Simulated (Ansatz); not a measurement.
# Abstraction of H: B(SiH3)3 + CH4GaO → B(SiH2)(SiH3)2 + CH5GaO

Gas-phase species: B(SiH3)3, singlet; CH4GaO `C[O][GaH]`, doublet; B(SiH2)(SiH3)2, doublet; CH5GaO `C[O][GaH2]`, singlet. A radical takes H: the energy is the difference in strength between the Si–H bond broken and the Ga–H bond made.

Shapes, held fixed at every level: PBE0-D4/def2-TZVP. Flexible molecules stand in one conformer, not always the lowest. Programs: Ansatz 0.2.0. The zero-point and thermal change to 298 K, harmonic and unscaled (PBE0-D4/def2-TZVP), is -0.5 kJ/mol.

| level | kind | ΔH(298 K) (kJ/mol) | less CCSD(T)/def2-TZVPP |
| --- | --- | --- | --- |
| HF/def2-SVP | Hartree–Fock | -5.0 | +21.4 |
| PBE-D4/def2-TZVPP | GGA | -24.5 | +1.9 |
| wB97X-V/def2-TZVPP | range-separated hybrid | -20.5 | +5.9 |
| B2PLYP/def2-TZVPP | double hybrid | -20.8 | +5.6 |
| CCSD(T)/def2-SVP | coupled cluster or CI | -24.1 | +2.3 |
| CCSD/def2-TZVPP | coupled cluster or CI | -24.4 | +2.0 |
| CCSD(T)/def2-TZVPP | coupled cluster or CI | -26.4 | 0.0 |

The highest level, CCSD(T)/def2-TZVPP, gives ΔH(298 K) = -26.4 kJ/mol; the levels span -26.4 to -5.0. The column of differences is taken from that level and isn't an error. No measured value is set beside it here. Open shells run unrestricted. Relativity is left out for Ga. Outer-core shells of Ga are correlated, in sets that cover them unevenly.

Hydrogen transfer from silicon to gallium is exothermic at every level, so the Ga–H bond formed is stronger than the Si–H bond broken. Two features probably drive this. Losing hydrogen leaves an unpaired electron on a silicon next to tricoordinate boron, whose formally empty p orbital can accept part of it in a one-electron π interaction, weakening the Si–H bond. On the other side, the gallium radical passes from the formal oxidation state +2 to the closed-shell, more favourable +3.

The size of the driving force depends strongly on electron correlation, even though one X–H bond simply replaces another. In the same small basis, Hartree–Fock gives -5.0 kJ/mol and CCSD(T) -24.1 kJ/mol, so basis size isn't the main cause of the Hartree–Fock shortfall. Most of the correlation contribution is already present in CCSD, with triples adding only a modest further stabilisation of the products. The exothermicity doesn't establish that abstraction is fast, or that it outcompetes addition of the gallium radical to the electron-poor boron.
